**Volume, bulk modulus and magnetic softening of simple cubic Fe, Ru, Rh, Pd, Ir and Pt**

The table holds volumes, bulk moduli $B$, pressure derivatives $B'$, moments and neighbour distances from plane-wave PAW calculations with m-r2SCAN, scalar-relativistic, in an imposed simple cubic lattice. The program works out the steps along and between the 4d and 5d rows, reads each Birch-Murnaghan curve at a neighbour's volume, forms local moduli from the computed pressures, and compares $BV$ with the unfitted Friedel count $N_d(10-N_d)$. At equal volume, neighbours within a period agree in $B$ to within 8 %, while Ir and Pt exceed Rh and Pd by 68 % and 66 %. The count gives the right order but too steep a fall, 0.43 against 0.64 for Pd over Ru. For ferromagnetic Fe the local modulus is flat under compression, where the moment drops fastest, and has a slope of 4.3 on expansion.

Simple cubic transition metals of groups 8 to 10, each relaxed in the lowest of the magnetic starts tried. Ansatz 0.2.0, scalar-relativistic plane-wave PAW with m-r2SCAN, 500 eV cutoff and Fermi-Dirac smearing of 0.05 eV. Volume, bulk modulus and its pressure derivative come from third-order Birch-Murnaghan fits; valence electrons are counted by group number.

## Numerical check

```python
# Table: volume, bulk modulus B, B', moment and neighbour distance of simple cubic Fe, Ru, Rh, Pd, Ir, Pt;
# Ansatz 0.2.0, plane-wave PAW, scalar-relativistic, m-r2SCAN. Tested: steps along and between rows, B at equal
# volume, local B from the run pressures against Fe's moment, and the Friedel count Nd(10-Nd) against B*V.
T = {
    'element': ['Fe', 'Ru', 'Rh', 'Pd', 'Ir', 'Pt'],
    'Z': [26, 44, 45, 46, 77, 78],
    'valence_electrons': [8, 8, 9, 10, 9, 10],
    'k_mesh': ['13×13×13', '21×21×21', '20×20×20', '14×14×14', '20×20×20', '20×20×20'],
    'volume_m_r2SCAN': [12.68, 15.45, 15.85, 17.34, 16.6, 17.64],  # Å³
    'bulk_modulus_m_r2SCAN': [138, 239, 203, 136, 268, 205],  # GPa
    'bulk_modulus_pressure_derivative_m_r2SCAN': [1.49, 4.68, 5.04, 5.39, 4.98, 5.4],
    'moment_m_r2SCAN': [2.25, 0.0, 0.0, 0.0, 0.0, 0.0],  # μB
    'magnetic_order_m_r2SCAN': ['ferromagnetic', 'non-magnetic', 'non-magnetic', 'non-magnetic', 'non-magnetic', 'non-magnetic'],
    'neighbour_distance_m_r2SCAN': [2.331, 2.49, 2.513, 2.588, 2.553, 2.603],  # Å
}
import re
import numpy as np
from scipy.constants import e
el = T['element']
col = lambda k: dict(zip(el, T[k]))
V, B, Bp = col('volume_m_r2SCAN'), col('bulk_modulus_m_r2SCAN'), col('bulk_modulus_pressure_derivative_m_r2SCAN')
d, N, K = col('neighbour_distance_m_r2SCAN'), col('valence_electrons'), col('k_mesh')
# further outputs of the same runs: pressures (GPa), Fe site moments (muB), smearing term TS (eV per cell)
f = np.array([0.88, 0.92, 0.96, 1.00, 1.04, 1.08])
P = {'Fe': [18.92147, 12.13864, 5.965033, -0.21123, -5.481203, -9.777827],
     'Ru': [41.54365, 24.51966, 10.96588, 0.16754, -8.429274, -15.25708],
     'Rh': [35.64606, 20.80582, 9.137304, -0.033027, -7.22425, -12.85647],
     'Pd': [24.61141, 14.27619, 6.265743, 0.083155, -4.725135, -8.439796],
     'Ir': [46.16847, 26.82115, 11.55755, -0.47564, -9.93946, -17.3546],
     'Pt': [36.93429, 21.46869, 9.399537, 0.047945, -7.166324, -12.75652]}
m = np.array([1.761024, 1.990961, 2.162165, 2.254415, 2.319086, 2.375107])
TS = {'Fe': [0.022776, 0.013536, 0.010729], 'Ru': [0.010221, 0.012169, 0.013364],  # x0.88, x1.00, x1.08
      'Rh': [0.010199, 0.012629, 0.014244], 'Pd': [0.011446, 0.012308, 0.012691],
      'Ir': [0.0082338, 0.010402, 0.011935], 'Pt': [0.0093336, 0.011675, 0.012947]}
BV = {x: B[x] * V[x] * 1e-21 / e for x in el}
print("row: distance cubed (A^3, table volume), B*V (eV), k spacing (1/A)")
for x in el:
    n = int(re.findall(r'\d+', str(K[x]))[0])
    g = np.sqrt(3) / 2 if x == 'Fe' else 1.0  # Fe: two-atom G-type cell assumed
    print(f"  {x}: {d[x]**3:.2f} ({V[x]:.2f}), {BV[x]:.1f}, {2*np.pi*g/(d[x]*n):.3f}")
print(f"rounding of the table: V up to {0.5/min(V.values()):.2f} %, B up to {50/min(B.values()):.2f} %, B' 0.005")
print("step: change of V, distance, B, B*V (%); change of B'; d ln B / d ln V")
pc = lambda q, a, b: 100 * (q[b] / q[a] - 1)
for a, b in [('Ru', 'Rh'), ('Rh', 'Pd'), ('Ru', 'Pd'), ('Ir', 'Pt'), ('Rh', 'Ir'), ('Pd', 'Pt'), ('Fe', 'Ru')]:
    print(f"  {a}->{b}: {pc(V,a,b):+.1f}, {pc(d,a,b):+.1f}, {pc(B,a,b):+.1f}, {pc(BV,a,b):+.1f}; "
          f"{Bp[b]-Bp[a]:+.2f}; {np.log(B[b]/B[a])/np.log(V[b]/V[a]):+.1f}")
def pbm(x, v):
    y = (V[x] / v) ** (1 / 3)
    return 1.5 * B[x] * (y**7 - y**5) * (1 + 0.75 * (Bp[x] - 4) * (y**2 - 1))
bbm = lambda x, v: -(pbm(x, v * 1.0005) - pbm(x, v / 1.0005)) / (2 * np.log(1.0005))
print("first metal's Birch-Murnaghan curve read at the second metal's volume")
for a, b in [('Ru', 'Rh'), ('Rh', 'Pd'), ('Ir', 'Pt'), ('Rh', 'Ir'), ('Pd', 'Pt')]:
    s = bbm(a, V[b])
    print(f"  {a} at V({b}) (x{V[b]/V[a]:.3f}): P {pbm(a,V[b]):.1f} GPa, B {s:.0f} GPa; "
          f"{b} has {B[b]:.0f} GPa ({100*(B[b]/s-1):+.0f} %)")
print("local B (GPa) at x0.90 0.94 0.98 1.02 1.06 | B around x1.00 (vs fit) | dB/dP 0.90-0.98, 1.02-1.06")
Bc, sl = {}, {}
for x in el:
    p = np.array(P[x]); b = -np.diff(p) / np.diff(np.log(f)); pm = (p[1:] + p[:-1]) / 2
    Bc[x] = (p[2] - p[4]) / np.log(f[4] / f[2])
    sl[x] = ((b[0] - b[2]) / (pm[0] - pm[2]), (b[3] - b[4]) / (pm[3] - pm[4]))
    print(f"  {x}: " + " ".join(f"{u:.0f}" for u in b)
          + f" | {Bc[x]:.1f} ({100*(Bc[x]/B[x]-1):+.1f} %) | {sl[x][0]:.1f}, {sl[x][1]:.1f}")
print(f"Fe minus Pd in B: fit {B['Fe']-B['Pd']:.0f} GPa; Fe from pressures minus Fe fit {Bc['Fe']-B['Fe']:.0f} GPa")
print("Fe moment slope dm/dlnV (muB) at the same midpoints: " + " ".join(f"{u:.1f}" for u in np.diff(m) / np.diff(np.log(f))))
print(f"Fe moment relative to x1.00: {100*(m[0]/m[3]-1):+.0f} % at x0.88, {100*(m[5]/m[3]-1):+.0f} % at x1.08")
print("TS per atom at x1.00 (meV): " + ", ".join(f"{x} {1e3*TS[x][1]/(2 if x == 'Fe' else 1):.1f}" for x in el))
print("TS ratio x1.08 / x0.88: " + ", ".join(f"{x} {TS[x][2]/TS[x][0]:.2f}" for x in el))
print(f"TS ratio at x1.00: Ir/Rh {TS['Ir'][1]/TS['Rh'][1]:.2f}, Pt/Pd {TS['Pt'][1]/TS['Pd'][1]:.2f}")
fr = {x: (N[x] - 1) * (11 - N[x]) for x in el}
print("Friedel count Nd(10-Nd), Nd = valence - 1, fixed width: ratio against ratios of B*V and B")
for a, b in [('Ru', 'Rh'), ('Ru', 'Pd'), ('Rh', 'Pd'), ('Ir', 'Pt')]:
    print(f"  {b}/{a}: count {fr[b]:.0f}/{fr[a]:.0f} = {fr[b]/fr[a]:.2f}; B*V {BV[b]/BV[a]:.2f}; B {B[b]/B[a]:.2f}")
assert V['Ru'] < V['Rh'] < V['Pd'] and V['Ir'] < V['Pt'] and B['Ru'] > B['Rh'] > B['Pd'] and B['Ir'] > B['Pt']
assert V['Ir'] > V['Rh'] and B['Ir'] > B['Rh'] and V['Pt'] > V['Pd'] and B['Pt'] > B['Pd']
assert all(4 < Bp[x] < 6 for x in el if x != 'Fe') and Bp['Fe'] < 2
assert np.all(np.diff(m) > 0) and sl['Fe'][0] < 1 < 3 < sl['Fe'][1]
```

It prints:

```
row: distance cubed (A^3, table volume), B*V (eV), k spacing (1/A)
  Fe: 12.67 (12.68), 10.9, 0.180
  Ru: 15.44 (15.45), 23.0, 0.120
  Rh: 15.87 (15.85), 20.1, 0.125
  Pd: 17.33 (17.34), 14.7, 0.173
  Ir: 16.64 (16.60), 27.8, 0.123
  Pt: 17.64 (17.64), 22.6, 0.121
rounding of the table: V up to 0.04 %, B up to 0.37 %, B' 0.005
step: change of V, distance, B, B*V (%); change of B'; d ln B / d ln V
  Ru->Rh: +2.6, +0.9, -15.1, -12.9; +0.36; -6.4
  Rh->Pd: +9.4, +3.0, -33.0, -26.7; +0.35; -4.5
  Ru->Pd: +12.2, +3.9, -43.1, -36.1; +0.71; -4.9
  Ir->Pt: +6.3, +2.0, -23.5, -18.7; +0.42; -4.4
  Rh->Ir: +4.7, +1.6, +32.0, +38.3; -0.06; +6.0
  Pd->Pt: +1.7, +0.6, +50.7, +53.3; +0.01; +23.9
  Fe->Ru: +21.8, +6.8, +73.2, +111.0; +3.19; +2.8
first metal's Birch-Murnaghan curve read at the second metal's volume
  Ru at V(Rh) (x1.026): P -5.8 GPa, B 212 GPa; Rh has 203 GPa (-4 %)
  Rh at V(Pd) (x1.094): P -14.6 GPa, B 125 GPa; Pd has 136 GPa (+8 %)
  Ir at V(Pt) (x1.063): P -14.0 GPa, B 196 GPa; Pt has 205 GPa (+5 %)
  Rh at V(Ir) (x1.047): P -8.4 GPa, B 160 GPa; Ir has 268 GPa (+68 %)
  Pd at V(Pt) (x1.017): P -2.2 GPa, B 124 GPa; Pt has 205 GPa (+66 %)
local B (GPa) at x0.90 0.94 0.98 1.02 1.06 | B around x1.00 (vs fit) | dB/dP 0.90-0.98, 1.02-1.06
  Fe: 153 145 151 134 114 | 143.0 (+3.6 %) | 0.1, 4.3
  Ru: 383 318 265 219 181 | 242.3 (+1.4 %) | 4.3, 5.0
  Rh: 334 274 225 183 149 | 204.4 (+0.7 %) | 4.6, 5.3
  Pd: 233 188 151 123 98 | 137.3 (+1.0 %) | 5.0, 5.7
  Ir: 435 359 295 241 196 | 268.6 (+0.2 %) | 4.5, 5.3
  Pt: 348 284 229 184 148 | 207.0 (+1.0 %) | 4.9, 5.6
Fe minus Pd in B: fit 2 GPa; Fe from pressures minus Fe fit 5 GPa
Fe moment slope dm/dlnV (muB) at the same midpoints: 5.2 4.0 2.3 1.6 1.5
Fe moment relative to x1.00: -22 % at x0.88, +5 % at x1.08
TS per atom at x1.00 (meV): Fe 6.8, Ru 12.2, Rh 12.6, Pd 12.3, Ir 10.4, Pt 11.7
TS ratio x1.08 / x0.88: Fe 0.47, Ru 1.31, Rh 1.40, Pd 1.11, Ir 1.45, Pt 1.39
TS ratio at x1.00: Ir/Rh 0.82, Pt/Pd 0.95
Friedel count Nd(10-Nd), Nd = valence - 1, fixed width: ratio against ratios of B*V and B
  Rh/Ru: count 16/21 = 0.76; B*V 0.87; B 0.85
  Pd/Ru: count 9/21 = 0.43; B*V 0.64; B 0.57
  Pd/Rh: count 9/16 = 0.56; B*V 0.73; B 0.67
  Pt/Ir: count 9/16 = 0.56; B*V 0.81; B 0.76
```
